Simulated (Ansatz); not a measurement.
SiH3F (SiFH3): the electronic atomisation energy, rung by rung

The species is SiH3F (5 atoms), meant as a singlet with charge 0. As SMILES, `[H][Si]([H])([H])F`. The shape is that of a GFN2-xTB optimisation.

Each level gives the electronic atomisation energy (eV). The values are calculated. Electronic energies at fixed atoms, without zero-point motion or spin-orbit coupling.

```csv
level,kind,program,value (eV)
HF/STO-3G,Hartree–Fock,Ansatz,14.53
BLYP/STO-3G,GGA,Ansatz,19.48
PBE/STO-3G,GGA,Ansatz,?
revPBE/STO-3G,GGA,Ansatz,?
B3LYP/STO-3G,global hybrid,Ansatz,19.21
wB97M-V/STO-3G,range-separated hybrid,Ansatz,19.62
MP2/STO-3G,perturbation theory,Ansatz,15.81
CCSDTQ/STO-3G,coupled cluster or CI,Ansatz,16.28
FCI/STO-3G,exact in the basis,Ansatz,16.28
```

**Question.** Estimate the missing values from the other rows.

**Answer.** As computed at these levels: PBE/STO-3G: 19.46 eV; revPBE/STO-3G: 19.02 eV. The values span 14.53 to 19.62 eV. All rows use very small basis sets, so even the best lies far from the true value.

Electron correlation strengthens the binding of SiH3F: Hartree–Fock gives 14.53 eV, MP2 15.81 eV and FCI 16.28 eV. Pairing electrons in the Si–H and Si–F bonds creates correlation that the separated atoms lack, so a mean-field treatment underbinds the molecule. In a minimal basis, this correlation comes mainly from excitations into the few σ* orbitals. MP2 captures most of it, and CCSDTQ matches FCI to the printed precision, so excitations beyond quadruples contribute negligibly to this energy difference.

All the density functionals lie well above FCI. Their correlation is a functional of the density and needs no virtual orbitals, so it isn't cut back by the small basis as the wavefunction correlation is; uneven basis errors in the atoms and molecule probably add to the gap. The excess over FCI is therefore not a clean measure of functional error. Within the GGAs, revPBE binds less than PBE because its exchange favours the strong density gradients of separated atoms more. The functional ordering here shouldn't be read as a ranking of accuracy.
